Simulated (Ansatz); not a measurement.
# LaIr5: the change of energy above lowest point and pressure with volume scale

Results calculated with Ansatz 0.2.0, not measured. Free energy against uniform scaling of the volume at fixed shape and fractions; periodic cell, basis, potentials, k mesh and filling as listed.

The cell before it is scaled or strained (space group P6/mmm, No. 191):
```
cell vectors (Å)
   5.3850     0.0000     0.0000
  -2.6925     4.6635     0.0000
   0.0000     0.0000     4.2130
atoms (fractions of the cell vectors)
La  0.00000  0.00000  0.00000
Ir  0.50000  0.00000  0.50000
Ir  0.50000  0.50000  0.50000
Ir  0.00000  0.50000  0.50000
Ir  0.33333  0.66667  0.00000
Ir  0.66667  0.33333  0.00000
```

Settings of every row: functional LDA; dispersion none; potentials PAW; wave cutoff 420 eV; density cutoff 1680 eV; k mesh 5x5x6; k shift 0x0x0; occupations fermi dirac; smearing width 0.1 eV; spin none.

Limits: coarse k mesh, up to 40 meV an atom off; no spin-orbit coupling, which can matter with elements this heavy.

| row | volume scale | V (Å³/atom) | energy above lowest point (meV/atom) | pressure (GPa) |
| --- | --- | --- | --- | --- |
| 1 | 0.92 | 16.223 | 58.1 | 18.99 |
| 2 | 0.9467 | 16.694 | 16.4 | 9.67 |
| 3 | 0.9733 | 17.163 | 0 | 1.7 |
| 4 | 1 | 17.633 | 5.3 | -5.1 |
| 5 | 1.0267 | 18.104 | 29 | -10.91 |
| 6 | 1.0533 | 18.573 | 68.4 | -15.85 |
| 7 | 1.08 | 19.044 | ? | ? |

Question: what energy above lowest point and pressure should row 7 give?

Worked fit of energy above lowest point. Take u = (V_r/V)^(2/3) − 1 with V_r = 17.398 Å³ an atom, which is twice the finite (Eulerian) strain; such expansions in the strain, on which the Birch-Murnaghan equation of state is built, carry the rest volume and the bulk modulus. The shown rows have u = 0.04772, 0.02792, 0.00911, -0.0089, -0.02617, -0.04263. Least squares give energy above lowest point = 0.16 − 297 × u + 31094 × u² + 12028 × u³ meV/atom; a parabola predicts inner rows, each left out in turn, worse (root mean square 0.37 against 0.07 meV/atom). All shown rows lie on it to the printed digit. Its lowest point lies at u = 0.0048, or V = 17.27 Å³ an atom, and the curvature there gives the bulk modulus at fixed shape and fractions, B = (4/9)(1 + u)² E″(u)/V = 260 GPa. Letting shape and atoms relax would as a rule lower it, by much in layered, chain or molecular crystals. The withheld row has u = -0.05848, so the fit gives 0.16 − 297 × (-0.05848) + 31094 × (-0.05848)² + 12028 × (-0.05848)³ = 121.5 meV/atom.

The calculation gave 121.3 meV/atom. The fit lies 0.2 meV/atom (0.16 % of the column's range) above it; its largest miss of a shown row is 0.0 meV/atom. This row lies beyond the range of the fit.

Worked fit of pressure. Take u = (V_r/V)^(2/3) − 1 with V_r = 17.398 Å³ an atom, which is twice the finite (Eulerian) strain; such expansions in the strain, on which the Birch-Murnaghan equation of state is built, carry the rest volume and the bulk modulus. The shown rows have u = 0.04772, 0.02792, 0.00911, -0.0089, -0.02617, -0.04263. Least squares give pressure = −1.833 + 379.18 × u + 1192.6 × u² GPa; a straight line predicts inner rows, each left out in turn, worse (root mean square 0.94 against 0.03 GPa). The rows lie off it by 0.01, -0.01, -0.02, 0.01, 0.03, -0.02. The pressure vanishes at u = 0.0048, or V = 17.27 Å³ an atom, and there the bulk modulus at fixed shape and fractions is B = −V dP/dV = (2/3)(1 + u) dP/du = 262 GPa. Letting shape and atoms relax would as a rule lower it, by much in layered, chain or molecular crystals. The withheld row has u = -0.05848, so the fit gives −1.833 + 379.18 × (-0.05848) + 1192.6 × (-0.05848)² = -19.93 GPa.

The calculation gave -20.05 GPa. The fit lies 0.12 GPa (0.31 % of the column's range) above it; its largest miss of a shown row is 0.03 GPa. This row lies beyond the range of the fit.
